**Forecasting the RPA polarisabilities of Zn and Kr from shell family and ionisation energy**

The table holds static dipole and octupole polarisabilities, coupled and uncoupled, and $C_8$ for ten closed-shell atoms from B-spline relativistic RPA (time-dependent Dirac-Hartree-Fock), with recommended dipole values as reference. The program fits $\alpha_1=K/I^3$ per family ($ns^2$, $np^6$) with rough recalled ionisation energies, and power laws of $\alpha_3$ and $C_8$ in $\alpha_1$, on Be, Mg, Ba, Hg, Ar and Xe, and then forecasts the withheld rows Zn and Kr. The fitted exponents are −3.15, 2.07 and 2.15 against −3, 7/3 and 7/3 from a single length, and Pd and Pb, which are not fitted, are overshot in $\alpha_1$ by 275% and 125%. All computed values fall within the rather wide forecast ranges: $\alpha_1$ is 4.2% low for Zn and 0.3% high for Kr, while interpolation in the principal quantum number misses by 10 to 184%. The output also gives the share of the $ns\to np$ line in Be, Mg and Ba and the weight of the suspect low quadrupole root of Pb.

B-spline many-body code 1: relativistic RPA (time-dependent Dirac-Hartree-Fock) for neutral closed-shell atoms, with the no-pair Dirac-Coulomb Hamiltonian and a B-spline basis. The polarisabilities are static, and C8 is for two like atoms, in hartree bohr⁸.

## The fit in Python

```python
# Table: static dipole/octupole polarisabilities and C8 of closed-shell atoms, B-spline relativistic RPA (TD-DHF).
# Tested: alpha1 = K/I^3 per shell family, alpha3 and C8 as powers of alpha1 (one length gives 7/3),
# family brackets for ratios; all fitted on known rows, then set against the withheld rows.
T = {
    'ion': ['Be', 'Mg', 'Ar', 'Zn', 'Kr', 'Pd', 'Xe', 'Ba', 'Hg', 'Pb'],
    'Z': [4, 12, 18, 30, 36, 46, 54, 56, 80, 82],
    'configuration': ['[He] 2s2', '[Ne] 3s2', '[Ne] 3s2 3p6', '[Ar] 3d10 4s2', '[Ar] 3d10 4s2 4p6', '[Kr] 4d10', '[Kr] 4d10 5s2 5p6', '[Xe] 6s2', '[Xe] 4f14 5d10 6s2', '[Xe] 4f14 5d10 6s2 (6p1/2)2'],
    'dipole_polarisability': [45.59, 81.16, 10.77, 50.81, 16.47, 21.17, 26.97, 324.0, 44.93, 49.77],  # bohr³
    'dipole_polarisability_uncoupled': [30.53, 54.94, 10.15, 37.29, 15.82, 18.78, 26.87, 219.1, 40.91, 41.31],  # bohr³
    'octupole_polarisability': [5629, 19690, 531.1, 7645, 1244, 2557, 3471, 346300, 5952, 16430],  # bohr⁷
    'octupole_polarisability_uncoupled': [3952, 13290, 382.0, 5335, 878.7, 1511, 2383, 210900, 4196, 10620],  # bohr⁷
    'c8_of_two_such_atoms': [13190, 51110, 1549, 19960, 3862, 5319, 11460, 1065000, 18320, 33820],  # a.u.
    'recommended_dipole_polarisability': [37.74, 71.2, 11.083, 38.67, 16.78, 26.14, 27.32, 272.0, 33.91, 47.0],  # bohr³
    'dipole_polarisability_vs_recommended_dipole_polarisability': [1.208, 1.14, 0.972, 1.314, 0.981, 0.81, 0.987, 1.191, 1.325, 1.059],
}
HELD = [3, 4]  # rows withheld from the fit
import numpy as np
from scipy.constants import physical_constants as pc
Eh = pc['Hartree energy in eV'][0]
ion = T['ion']; g = lambda k: np.array(T[k], float); ix = ion.index
a1, u1, c8 = g('dipole_polarisability'), g('dipole_polarisability_uncoupled'), g('c8_of_two_such_atoms')
a3, u3 = g('octupole_polarisability'), g('octupole_polarisability_uncoupled')
rr = g('dipole_polarisability_vs_recommended_dipole_polarisability'); r1, r3 = a1/u1, a3/u3
# rough recalled first ionisation energies (eV, two figures)
Irec = dict(Be=9.3, Mg=7.6, Ar=16, Zn=9.4, Kr=14, Pd=8.3, Xe=12, Ba=5.2, Hg=10, Pb=7.4)
nq = dict(Mg=3, Ar=3, Zn=4, Kr=4, Xe=5, Ba=6, Hg=6)
I = np.array([Irec[s] for s in ion], float)
fam = ['s2' if c.endswith('s2') else 'p6' if c.endswith('p6') else 'x' for c in T['configuration']]
known = [i for i in range(len(ion)) if i not in HELD]
F = {f: [i for i in known if fam[i] == f] for f in ('s2', 'p6')}; fit = F['s2'] + F['p6']
lK = np.log(a1*I**3); K = {f: lK[F[f]].mean() for f in F}; sK = {f: lK[F[f]].std(ddof=1) for f in F}
def famfit(x, y):
    A = np.array([[x[i], fam[i] == 's2', fam[i] == 'p6'] for i in fit], float)
    c = np.linalg.lstsq(A, y[fit], rcond=None)[0]
    return c, np.sqrt(((A@c - y[fit])**2).sum()/(len(fit) - 3))
ev = lambda c, x, f: np.exp(c[0]*x + (c[1] if f == 's2' else c[2]))
print('known rows (I rough recalled; Pd, Pb not fitted, shown with np6 constants)')
print('atom I/eV a1*I^3 model a1, error | coupled/uncoupled dip, oct | RPA/recommended')
for i in known:
    m = np.exp(K['s2' if fam[i] == 's2' else 'p6'])/I[i]**3
    print(f'{ion[i]} {I[i]:4.1f} {np.exp(lK[i]):6.0f} {m:6.1f} {100*(m/a1[i]-1):+5.0f}% | {r1[i]:.3f} {r3[i]:.3f} | {rr[i]:.3f}')
for f in F: print(f'family n{f}: K = {np.exp(K[f]):.0f} bohr^3 eV^3, log scatter {sK[f]:.3f}, {len(F[f])} rows')
pI = famfit(np.log(I), np.log(a1))[0][0]
print(f'free exponent of a1 against I: {pI:.2f} (hydrogenic -3); table rounding under 0.05%')
x = np.log(a1); fits = {'octupole': (a3, *famfit(x, np.log(a3))), 'C8': (c8, *famfit(x, np.log(c8)))}
for k, (y, c, s) in fits.items():
    print(f'{k} against a1: exponent {c[0]:.2f} (one length 2.33), log scatter {s:.3f}; model errors %:')
    print('  ' + ' '.join(f'{ion[i]} {100*(ev(c, x[i], fam[i])/y[i]-1):+.0f}' for i in known))
h, b = ix('Hg'), ix('Be')
print(f'Hg/Be: a1 {a1[h]/a1[b]:.3f}, octupole {a3[h]/a3[b]:.3f}, C8 {c8[h]/c8[b]:.3f}')
# further outputs of the same runs: strongest dipole line (eV, strength); Pb low quadrupole root, Pb alpha2
line = dict(Be=(4.80018, 1.3779), Mg=(4.03861, 1.6571), Ba=(2.20556, 1.9831))
part = {s: f/(e/Eh)**2 for s, (e, f) in line.items()}
print('one ns-np line, bohr^3 and share: ' + ', '.join(f'{s} {p:.1f} ({100*p/a1[ix(s)]:.0f}%)' for s, p in part.items()))
w, fq, a2 = 0.24631/Eh, 0.057861, 1256.26; q = fq/w**2; pb = ix('Pb')
print(f'Pb 0.246 eV root: {q:.0f} bohr^5 = {100*q/a2:.0f}% of alpha2; at most {100*7.5*a1[pb]*q*w/c8[pb]:.0f}% of C8')
assert all(rr[i] > 1.1 for i in F['s2']) and all(0.95 < rr[i] < 1 for i in F['p6'])
assert -3.6 < pI < -2.5 and all(1.9 < v[1][0] < 2.5 for v in fits.values())
assert all(r3[i] > 1.35 for i in known) and all(p/a1[ix(s)] > 0.9 for s, p in part.items())
def show(name, p, s, y):
    print(f'  {name}: forecast {p:.5g} ({p*np.exp(-s):.5g} to {p*np.exp(s):.5g}); computed {y:.5g}; miss {100*(p/y-1):+.1f}% = {np.log(p/y)/s:+.2f} bar')
for i in HELD:
    f = fam[i]; lev = np.sqrt(1 + 1/len(F[f])); step = 0.5 if I[i] >= 10 else 0.05
    s1 = np.hypot(sK[f]*lev, 3*step/np.sqrt(3)/I[i]); p1 = np.exp(K[f])/I[i]**3
    print(f'withheld {ion[i]} (family n{f}, I = {I[i]:.1f} eV rough recalled)')
    show('a1 bohr^3', p1, s1, a1[i])
    for k, (y, c, s) in fits.items(): show(k + ' a.u.', ev(c, np.log(p1), f), np.hypot(c[0]*s1, s*lev), y[i])
    for nm, r in (('dipole coupled/uncoupled', r1), ('octupole coupled/uncoupled', r3), ('RPA/recommended', rr)):
        lo, hi = r[F[f]].min(), r[F[f]].max(); mid = (lo + hi)/2
        tag = ('upper half' if r[i] > mid else 'lower half') if lo <= r[i] <= hi else 'outside'
        print(f'  {nm}: range {lo:.3f} to {hi:.3f}; computed {r[i]:.3f}; from middle {r[i]-mid:+.3f}, {tag}')
    out = []
    for A, B in ([('Mg', 'Ba'), ('Mg', 'Hg')] if f == 's2' else [('Ar', 'Xe')]):
        t = np.log(nq[ion[i]]/nq[A])/np.log(nq[B]/nq[A]); v = a1[ix(A)]*(a1[ix(B)]/a1[ix(A)])**t
        out.append(f'{A}-{B} {v:.1f} ({100*(v/a1[i]-1):+.0f}%)')
    print('  a1 by power law in n instead: ' + ', '.join(out))
    print('  power laws fed the computed a1: ' + ', '.join(f'{k} {100*(ev(c, x[i], f)/y[i]-1):+.1f}%' for k, (y, c, s) in fits.items()))
```

Running it gives:

```
known rows (I rough recalled; Pd, Pb not fitted, shown with np6 constants)
atom I/eV a1*I^3 model a1, error | coupled/uncoupled dip, oct | RPA/recommended
Be  9.3  36671   50.3   +10% | 1.493 1.424 | 1.208
Mg  7.6  35627   92.1   +14% | 1.477 1.482 | 1.140
Ar 16.0  44114   11.1    +3% | 1.061 1.390 | 0.972
Pd  8.3  12105   79.3  +275% | 1.127 1.692 | 0.810
Xe 12.0  46604   26.2    -3% | 1.004 1.457 | 0.987
Ba  5.2  45557  287.6   -11% | 1.479 1.642 | 1.191
Hg 10.0  44930   40.4   -10% | 1.098 1.418 | 1.325
Pb  7.4  20168  111.9  +125% | 1.205 1.547 | 1.059
family ns2: K = 40439 bohr^3 eV^3, log scatter 0.130, 4 rows
family np6: K = 45342 bohr^3 eV^3, log scatter 0.039, 2 rows
free exponent of a1 against I: -3.15 (hydrogenic -3); table rounding under 0.05%
octupole against a1: exponent 2.07 (one length 2.33), log scatter 0.037; model errors %:
  Be +5 Mg -1 Ar -1 Pd -17 Xe +1 Ba -0 Hg -4 Pb -24
C8 against a1: exponent 2.15 (one length 2.33), log scatter 0.151; model errors %:
  Be +17 Mg +5 Ar +1 Pd +26 Xe -1 Ba -1 Hg -18 Pb +25
Hg/Be: a1 0.986, octupole 1.057, C8 1.389
one ns-np line, bohr^3 and share: Be 44.3 (97%), Mg 75.2 (93%), Ba 301.9 (93%)
Pb 0.246 eV root: 706 bohr^5 = 56% of alpha2; at most 7% of C8
withheld Zn (family ns2, I = 9.4 eV rough recalled)
  a1 bohr^3: forecast 48.687 (42.076 to 56.337); computed 50.81; miss -4.2% = -0.29 bar
  octupole a.u.: forecast 6773.8 (4990.8 to 9193.9); computed 7645; miss -11.4% = -0.40 bar
  C8 a.u.: forecast 17847 (12495 to 25490); computed 19960; miss -10.6% = -0.31 bar
  dipole coupled/uncoupled: range 1.098 to 1.493; computed 1.363; from middle +0.067, upper half
  octupole coupled/uncoupled: range 1.418 to 1.642; computed 1.433; from middle -0.097, lower half
  RPA/recommended: range 1.140 to 1.325; computed 1.314; from middle +0.082, upper half
  a1 by power law in n instead: Mg-Ba 144.2 (+184%), Mg-Hg 63.5 (+25%)
  power laws fed the computed a1: octupole -3.2%, C8 -2.0%
withheld Kr (family np6, I = 14.0 eV rough recalled)
  a1 bohr^3: forecast 16.524 (15.284 to 17.865); computed 16.47; miss +0.3% = +0.04 bar
  octupole a.u.: forecast 1273.4 (1076.3 to 1506.5); computed 1244; miss +2.4% = +0.14 bar
  C8 a.u.: forecast 3941.9 (3071.2 to 5059.5); computed 3862; miss +2.1% = +0.08 bar
  dipole coupled/uncoupled: range 1.004 to 1.061; computed 1.041; from middle +0.009, upper half
  octupole coupled/uncoupled: range 1.390 to 1.457; computed 1.416; from middle -0.008, lower half
  RPA/recommended: range 0.972 to 0.987; computed 0.981; from middle +0.001, upper half
  a1 by power law in n instead: Ar-Xe 18.1 (+10%)
  power laws fed the computed a1: octupole +1.7%, C8 +1.4%
```
